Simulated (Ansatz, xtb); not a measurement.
# Ligand exchange: GaH(CH3)F + BH2(SH) → GaH(CH3)(SH) + BH2F

Gas-phase species: GaH(CH3)F, singlet; BH2(SH), singlet; GaH(CH3)(SH), singlet; BH2F `BF`, singlet. The partners trade F for SH: Ga–F and B–SH bonds give way to Ga–SH and B–F.

Shapes, held fixed at every level: PBE0-D4/def2-TZVP. Flexible molecules stand in one conformer, not always the lowest. Programs: Ansatz 0.2.0, xtb 6.7.1. Electronic energies: no zero-point or thermal term.

```json
{"level": "GFN2-xTB", "kind": "semi-empirical", "ΔE (kJ/mol)": "+48.2", "less CCSD(T)/def2-TZVPP": "+92.9"}
{"level": "HF/def2-SVP", "kind": "Hartree–Fock", "ΔE (kJ/mol)": "-53.2", "less CCSD(T)/def2-TZVPP": "-8.5"}
{"level": "HF/def2-TZVPP", "kind": "Hartree–Fock", "ΔE (kJ/mol)": "-54.2", "less CCSD(T)/def2-TZVPP": "-9.5"}
{"level": "SPW92/def2-TZVPP", "kind": "LDA", "ΔE (kJ/mol)": "-39.4", "less CCSD(T)/def2-TZVPP": "+5.3"}
{"level": "PBE-D4/def2-TZVPP", "kind": "GGA", "ΔE (kJ/mol)": "-37.2", "less CCSD(T)/def2-TZVPP": "+7.5"}
{"level": "B3LYP-D4/def2-TZVPP", "kind": "global hybrid", "ΔE (kJ/mol)": "-43.6", "less CCSD(T)/def2-TZVPP": "+1.1"}
{"level": "r2SCAN0-D4/def2-TZVPP", "kind": "global hybrid", "ΔE (kJ/mol)": "-44.2", "less CCSD(T)/def2-TZVPP": "+0.5"}
{"level": "B2PLYP/def2-TZVPP", "kind": "double hybrid", "ΔE (kJ/mol)": "-41.8", "less CCSD(T)/def2-TZVPP": "+2.9"}
{"level": "CCSD(T)/def2-TZVPP", "kind": "coupled cluster or CI", "ΔE (kJ/mol)": "-44.7", "less CCSD(T)/def2-TZVPP": "0.0"}
```

The highest level, CCSD(T)/def2-TZVPP, gives ΔE = -44.7 kJ/mol; the levels span -54.2 to +48.2. They disagree on the sign: 1 of 9 are positive. GFN2-xTB strays far from the other rows. The column of differences is taken from that level and isn't an error. No measured value is set beside it here. Relativity is left out for Ga. Outer-core shells of Ga are correlated, in sets that cover them unevenly.

Fluorine prefers boron and the thiolate prefers gallium: every ab initio and density-functional level makes the exchange exothermic, with CCSD(T) at -44.7 kJ/mol. This fits the hard-soft pattern within group 13. Boron's small, compact valence shell forms a very strong, polar bond to fluorine, reinforced by donation from a fluorine lone pair into the empty boron 2p orbital. Gallium's larger, more diffuse orbitals gain less from fluorine and suit the polarisable sulfur better. Sulfur also donates to boron, so the preference reflects a balance across all four bonds rather than B–F π bonding alone.

Hartree–Fock exaggerates the driving force, so correlation on balance favours the reactants. The two global hybrids lie closest to the coupled-cluster value, while the semilocal functionals make the exchange less favourable. The positive GFN2-xTB energy contradicts the expected fluorine affinity of boron and probably reflects an imbalance in its parametrised description of the Ga and B bonds, not a competing chemical effect. The exchange energy alone doesn't fix the individual bond strengths.
